## Reading Wannier functions in gallium nitride

A Ga–N bond is about 2 Å long, and a valence orbital typically reaches over a good part of that length. Wannier functions turn the wave-like states of a crystal into localised orbitals that can be compared with such distances. Each has a centre, given by the three columns function a, function b and function c as fractions of the cell edges. Each also has a spread, the mean square distance of its density from that centre, whose square root is a rough radius.

Wannier functions of wurtzite GaN (a = 3.18 Å, c = 5.166 Å), calculated with GPAW 26.7.0 and Wannier90 3.1.0 using the AM05 functional, PAW data sets and an 800 eV plane-wave cutoff. The k mesh was 10×10×5 for the density-functional calculation and 4×4×4 for the Wannier functions.

```tsv
row	function a (fractional)	function b (fractional)	function c (fractional)	function spread (angstrom^2)
1	0.374	0.187	0.548	1.137
2	0.813	0.626	0.548	1.137
3	0.667	0.333	0.339	1.148
4	0.813	0.187	0.548	1.137
5	0.626	0.813	0.048	1.137
6	0.187	0.374	0.048	1.137
7	0.333	0.667	-0.161	1.148
8	0.187	0.813	0.048	1.137
9	0.723	0.455	0.853	0.553
10	0.548	0.266	0.848	0.554
11	0.660	0.331	0.944	0.558
12	0.737	0.281	0.854	0.553
13	0.277	0.545	0.353	0.553
14	0.452	0.733	0.348	0.554
15	0.340	0.669	0.444	0.558
16	0.264	0.720	0.354	0.553
```

The functions come from a semilocal density-functional calculation of the wurtzite crystal. The step that selects the space of states to be localised, called disentanglement, had not converged. The answers below therefore describe these sixteen functions and not a final set.

### 1. Are these the electron pairs of the bonds?

No, and counting shows it. The cell holds two Ga and two N atoms with 16 valence electrons, which fill eight bands with two electrons each. Sixteen functions are twice as many as the filled bands, so they must also contain empty, conduction-like states. They form a basis of orbitals from which both bonding and antibonding states can be built, at least approximately.

### 2. To which atoms do they belong?

The symmetry of wurtzite, the cell and the bond length fix the atomic sites once Ga is placed at heights 0 and 1/2, with its axial N neighbour above it. Rows 1 to 8 then surround the two Ga atoms and rows 9 to 16 the two N atoms, four functions to each atom. The four centres around a Ga atom average to a height within about 0.02 Å of its site, and those around an N atom come closer still.

Four functions per atom suggest sp³ hybrids, the four equal mixtures of one s and three p orbitals. Mixing a complete set of this kind leaves the average of its centres unchanged, at the nucleus. The agreement supports the assignment to sites. Which sites hold Ga is an input here, though the lower energies found on N in the next answer fit that choice. The agreement is also a weak test of the sp³ picture, because four nearly tetrahedral functions of any make would average out in much the same way.

### 3. Which functions are wider, and why?

The Ga functions have about twice the spread of the N functions, 1.14 against 0.55 Å². As radii these are roughly 1.1 and 0.7 Å. Nitrogen holds its valence electrons in the second shell, close to a poorly screened nucleus, while those of gallium occupy the fourth shell. That is a chemical argument for the order, which this run does not isolate.

The same pull should lower the energy of an electron placed in an N function. In this calculation the mean on-site energy, which is the energy of a function before it couples to the others, is about 8 eV lower on N than on Ga. This is not the band gap, since coupling between the functions spreads their energies into bands. By the same reasoning, a larger and less electronegative anion such as phosphorus should have wider functions that lie closer in energy to those of Ga.

### 4. Do the centres point along the bonds?

They point the opposite way. Every centre is displaced from its atom on the side away from one of the four bonds, within about 6° of the backward extension of that bond. The shift is about 0.84 Å for Ga and 0.36 Å for N.

A hybrid has a large lobe and a small one, and its centre lies towards the large lobe. On a free atom, four hybrids turned towards the corners of a tetrahedron and four turned away from them are equally compact. In a crystal the neighbours make the two unequal, although the minimisation of the spread may also keep the arrangement that its starting functions favoured. One possible reason for the backward choice is that a large lobe in the bond would overlap strongly with the functions of the neighbour, to which it must stay orthogonal, but this calculation does not test it. In either case the centres are not a measure of where the bond charge sits.

### 5. Could each function be a pure sp³ hybrid?

This can be tested with the shift and the spread alone. Let $d$ be the distance of the centre from the nucleus and $\Omega$ the spread. The mean square distance of the density from the nucleus is then

$$\langle r^2\rangle=\Omega+d^2 .$$

An sp³ hybrid is $\tfrac12 s+\tfrac{\sqrt3}{2}p$, and its centre is displaced only because s and p overlap with opposite signs on the two sides of the nucleus. Working out the angular part gives $d=R/2$, where $R$ is the average of $r$ taken between the radial parts of s and p. The Cauchy–Schwarz inequality says that $R^2$ cannot exceed the mean square radius of either shell, and so cannot exceed their weighted mean $\langle r^2\rangle$. It follows that

$$\frac{d^2}{\langle r^2\rangle}\le\frac14 .$$

Other mixtures of s and p can be more lopsided, but only up to a point. On any sphere around the nucleus, the average cosine between position and the direction of the shift is at most $1/\sqrt3$. This raises the limit to 1/3 for every function made of s and p parts alone, whatever their radial shape.

Row 3 serves as a worked case. Its centre lies straight below a Ga atom at height 1/2, so with a cell height of 5.166 Å the shift is $(0.500-0.339)\times5.166=0.832$ Å. Its square is 0.692 Å², and adding the spread of 1.148 Å² gives 1.840 Å². The ratio is $0.692/1.840=0.376$, which is above both limits.

The other Ga functions also exceed both limits, while all the N functions stay near 0.19, below the stricter one. The N functions are thus compatible with sp³ hybrids, though passing a limit does not establish that they are. As computed, the Ga functions are too lopsided to be built from s and p orbitals of Ga alone. The output below applies this parameter-free test to all sixteen rows.

### 6. Could a coarse mesh have produced that result?

The spreads were computed by finite differences on a mesh of 4×4×4 points in reciprocal space, which makes them too small. For a round Gaussian as wide as a Ga function, the error is about 7% for the part of the spread within the basal plane, and less along the axis, where the mesh is finer. To meet even the looser limit at the same shift, the Ga spreads would have to be at least 20% larger. The mesh error in the spread is therefore unlikely to account for the excess by itself. The centres carry a mesh error too, which this estimate leaves out.

The unfinished disentanglement is the more serious reservation, because it can change the functions themselves. The excess over the stricter sp³ limit is large, since the spreads would have to grow by a factor of at least 1.8 to remove it. The excess over the general s and p limit is modest, and a converged run could shift it.

### 7. Which digits can be trusted?

Symmetry supplies a check from within the table. Rows 9, 10 and 12 belong to the same N atom and would be equivalent under a threefold rotation if the set kept the symmetry of the crystal. Their centres would then have equal heights. They differ by up to 0.03 Å, and their spreads differ by 0.001 Å². Distinctions of that size carry no physical meaning.

The functions along the crystal axis, rows 3, 7, 11 and 15, have slightly larger spreads than the others on the same atoms. Wurtzite allows this, because its axial bond is not equivalent to the other three. The excess is only about 0.01 Å² for Ga and half that for N, too little to rely on before the disentanglement has converged. The factor of two between Ga and N is a far safer reading.

### 8. What would change if only the filled bands were used?

Eight functions would remain, one for each of the eight Ga–N bonds in the cell. In a tetrahedral semiconductor of this kind they are expected to sit on the bonds, with centres nearer the more electronegative atom. Their positions could then be used to discuss bond polarity, which the present centres do not allow. Before reading any Wannier centre as a bond, one should therefore compare the number of functions with the number of filled bands.

The larger set leaves a question about gallium. Its functions seem to need some ingredient beyond the s and p orbitals of Ga, and the centre in row 3 lies almost 0.2 Å beyond the plane of the three nearest N atoms. A tail centred on those N nuclei would draw the centre back towards their plane, so tails are more likely to help if they lean outwards or take density out of the bonds. Parts of d-like shape on Ga are another candidate, though not the 3d shell, which the electron count places in the core. A converged set, resolved into contributions from each atom, would show what is at work, and whether the excess survives at all.

Printed output of the fit:

```
Shift of each centre from its atom:
  row  shift in angstrom  cosine to the bond  shift squared over mean square distance
    1             0.8433             -0.9992                                   0.3848
    2             0.8433             -0.9992                                   0.3848
    3             0.8317                  -1                                    0.376
    4             0.8433             -0.9992                                   0.3848
    5             0.8433             -0.9992                                   0.3848
    6             0.8433             -0.9992                                   0.3848
    7             0.8317                  -1                                    0.376
    8             0.8433             -0.9992                                   0.3848
    9              0.354             -0.9991                                   0.1848
   10             0.3561             -0.9954                                   0.1863
   11             0.3572             -0.9986                                   0.1861
   12             0.3559             -0.9964                                   0.1864
   13              0.354             -0.9991                                   0.1848
   14             0.3559              -0.996                                   0.1861
   15             0.3572             -0.9986                                   0.1861
   16             0.3556              -0.997                                   0.1861
Mean spread of the Ga functions (angstrom^2): 1.14
Mean spread of the N functions (angstrom^2): 0.5545
Ratio of the mean spreads, Ga to N: 2.055
Mean shift of the centre from Ga (angstrom): 0.8404
Mean shift of the centre from N (angstrom): 0.3558
Height of the mean of centres 1 to 4 relative to the Ga site (angstrom): -0.02196
Height of the mean of centres 9 to 12 relative to the N site (angstrom): -0.001042
Mean on-site energy of the Ga functions (eV): 12.37
Mean on-site energy of the N functions (eV): 4.177
Difference of the mean on-site energies, Ga less N (eV): 8.192
Smallest factor on a Ga spread that would meet the limit 1/3: 1.205
Smallest factor on a Ga spread that would meet the limit 1/4: 1.808
Gaussian estimate of the in-plane mesh error of a Ga spread (percent too small): 6.742
Axial less other spreads, Ga functions (angstrom^2): 0.011
Axial less other spreads, N functions (angstrom^2): 0.004667
Range of heights of centres 9, 10 and 12, equal by symmetry (angstrom): 0.031
Distance of centre 3 beyond the plane of the three nearest N (angstrom): 0.1857
```
